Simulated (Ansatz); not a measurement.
## LiSi₂: the change of phonon entropy and phonon heat capacity with temperature

Results calculated with Ansatz 0.2.0, not measured. Harmonic vibrational free energy, entropy and heat capacity at constant volume, per atom, from the force constants of a q mesh, imaginary modes left out; plane waves with PAW datasets, Gamma-centred k mesh.

Structure of every row (space group P6_3/mmc, No. 194):
```
LiSi2
1.0
      4.2773     0.0000     0.0000
     -2.1387     3.7043     0.0000
      0.0000     0.0000     5.6778
Li Si
2 4
Direct
  0.00000 0.00000 0.25000
  0.00000 0.00000 0.75000
  0.66667 0.33333 0.03529
  0.33333 0.66667 0.53529
  0.66667 0.33333 0.46471
  0.33333 0.66667 0.96471
```

Settings of every row: functional PBE; dispersion none; spin none; wave cutoff 420 eV; k mesh 12x12x8; occupations fermi dirac; smearing width 0.15 eV; pressure 0 GPa; phonon method linear response; q mesh 2x2x1.

Limits: coarse q mesh; metal sensitive to the k mesh; the cell comes from a prototype or a list of computed structures and needn't be the stable phase.

| row | temperature (K) | phonon entropy (kB/atom) | phonon heat capacity (kB/atom) | phonon free energy (meV/atom) |
| --- | --- | --- | --- | --- |
| 1 | 200 | 1.879 | 2.289 | 33.4 |
| 2 | 300 | 2.887 | 2.646 | 12.7 |
| 3 | 400 | ? | ? | ? |
| 4 | 500 | 4.302 | 2.864 | -50.1 |
| 5 | 600 | 4.828 | 2.905 | -89.5 |
| 6 | 700 | 5.278 | 2.93 | -133.1 |
| 7 | 800 | 5.67 | 2.946 | -180.3 |
| 8 | 900 | 6.018 | 2.957 | -230.7 |
| 9 | 1000 | 6.33 | 2.965 | -284 |

Question: what phonon entropy and phonon heat capacity should row 3 give?

Worked fit of phonon entropy. Entropy rises as the heat capacity times the change of ln T, so take t = ln(T / 300 K). The shown rows have t = -0.4055, 0, 0.5108, 0.6931, 0.8473, 0.9808, 1.0986, 1.204. Least squares give phonon entropy = 2.9079 + 2.63527 × t + 0.17914 × t² kB/atom; a straight line predicts inner rows, each left out in turn, worse (root mean square 0.044 against 0.015 kB/atom). The rows lie off it by 0.010, -0.021, 0.001, 0.008, 0.009, 0.005, -0.001, -0.010 (root mean square 0.01 kB/atom), a smooth pattern that one more power would take up: the form is only approximate. The slope at t = 0, 2.64 kB/atom, estimates the heat capacity at 300 K. The withheld row has t = 0.2877, so the fit gives 2.9079 + 2.63527 × (0.2877) + 0.17914 × (0.2877)² = 3.681 kB/atom.

The calculation gave 3.671 kB/atom. The fit lies 0.010 kB/atom (0.22 % of the column's range) above it; its largest miss of a shown row is 0.021 kB/atom.

Worked fit of phonon heat capacity. At high temperature a harmonic heat capacity falls short of its limit by a term in 1/T², so take t = (100 K / T)². The shown rows have t = 0.25, 0.11111, 0.04, 0.02778, 0.02041, 0.01562, 0.01235, 0.01. Least squares give phonon heat capacity = 2.9992 − 3.4553 × t + 2.459 × t² kB/atom; a straight line predicts inner rows, each left out in turn, worse (root mean square 0.014 against 0.0011 kB/atom). The rows lie off it by 0.000, 0.000, -0.001, 0.000, 0.000, 0.000, 0.000, 0.000. The constant, 2.9992 kB/atom, is to be held against the harmonic limit of 3 k_B an atom. The withheld row has t = 0.0625, so the fit gives 2.9992 − 3.4553 × (0.0625) + 2.459 × (0.0625)² = 2.793 kB/atom.

The calculation gave 2.792 kB/atom. The fit lies 0.001 kB/atom (0.15 % of the column's range) above it, one unit of the last digit.

The other values of row 3: phonon free energy -15.7 meV/atom.
